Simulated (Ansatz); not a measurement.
Si₂W under several functionals and dispersion corrections (calculated)

Starting cell:

Space group I4/mmm (No. 139). a = 3.219 Å, b = 3.219 Å, c = 7.843 Å, α = 90.00°, β = 90.00°, γ = 90.00°
```csv
atom,site,symmetry,x,y,z
Si,4e,4mm,0.0000,0.0000,0.3346
W,2a,4/mmm,0.0000,0.0000,0.0000
```

Ansatz, plane waves and PAW, scalar-relativistic (no spin–orbit coupling), 10×10×10 k-mesh. No spin polarisation. In the setting of the table the starting cell (space group I4/mmm) has 4.535 × 4.535 × 4.535 Å, angles 138.4 / 138.4 / 60.3°. Each functional was followed to zero pressure with shape and atoms relaxed, then fitted over four more volumes within ±4 % of it.

(1) What cell, stiffness and gap does each give?

Answers

(1) 
| functional | V0 (Å³/atom) | cell | B0 (GPa) | B′ from the pressures | gap on the mesh | cutoff (eV) |
| --- | --- | --- | --- | --- | --- | --- |
| revPBE | 13.80 | 4.561 × 4.561 × 4.561 Å, angles 138.4 / 138.4 / 60.3° | 212 | 4.3 | zero (metallic on this mesh) | 420 |
| BLYP + D3(BJ) | 13.23 | 4.494 × 4.494 × 4.494 Å, angles 138.3 / 138.3 / 60.4° | 221 | 4.4 | zero (metallic on this mesh) | 420 |

The volumes span 4.3 %, from BLYP + D3(BJ) to revPBE; the larger cell is the softer one (212 against 221 GPa). Pairwise dispersion terms leave out the screening by a metal's electrons, and so tend to pull metals in too far. Of 5 runs of this kind 3 are left out: 3 are in doubt (a loose fit, a gap or moment that comes and goes along the fit, no cell at zero pressure, a state that may not be the lowest or a known fault).

Points behind the fit for revPBE:

```json
{"V (Å³/atom)": "13.250", "E − Emin (meV/atom)": "15.78", "P (GPa)": "9.46"}
{"V (Å³/atom)": "13.526", "E − Emin (meV/atom)": "3.82", "P (GPa)": "4.48"}
{"V (Å³/atom)": "13.802", "E − Emin (meV/atom)": "0.00", "P (GPa)": "0.01"}
{"V (Å³/atom)": "14.078", "E − Emin (meV/atom)": "3.50", "P (GPa)": "-4.02"}
{"V (Å³/atom)": "14.354", "E − Emin (meV/atom)": "13.58", "P (GPa)": "-7.63"}
```

Both calculations describe tetragonal WSi₂ as a stiff metal, with bulk moduli of 212 and 221 GPa. This stiffness fits the usual bonding picture of transition-metal disilicides: W 5d states hybridise with Si 3p states, and the filled bonding combinations resist compression, while remaining states at the Fermi level keep the compound metallic. The cell angles barely differ between the two results, so the disagreement is mainly one of overall bond length rather than of tetragonal shape.

The smaller volume does not by itself account for the stiffness difference. Compressed to 13.250 Å³/atom, close to the BLYP + D3(BJ) equilibrium, revPBE is already under 9.46 GPa, and its pressure derivative implies a modulus there well above 221 GPa. The two methods therefore follow distinct equations of state, possibly because the dispersion term adds cohesion with little curvature, or because the underlying functionals treat the W–Si bonds differently. Neither result addresses the energetic competition with the hexagonal polymorph.
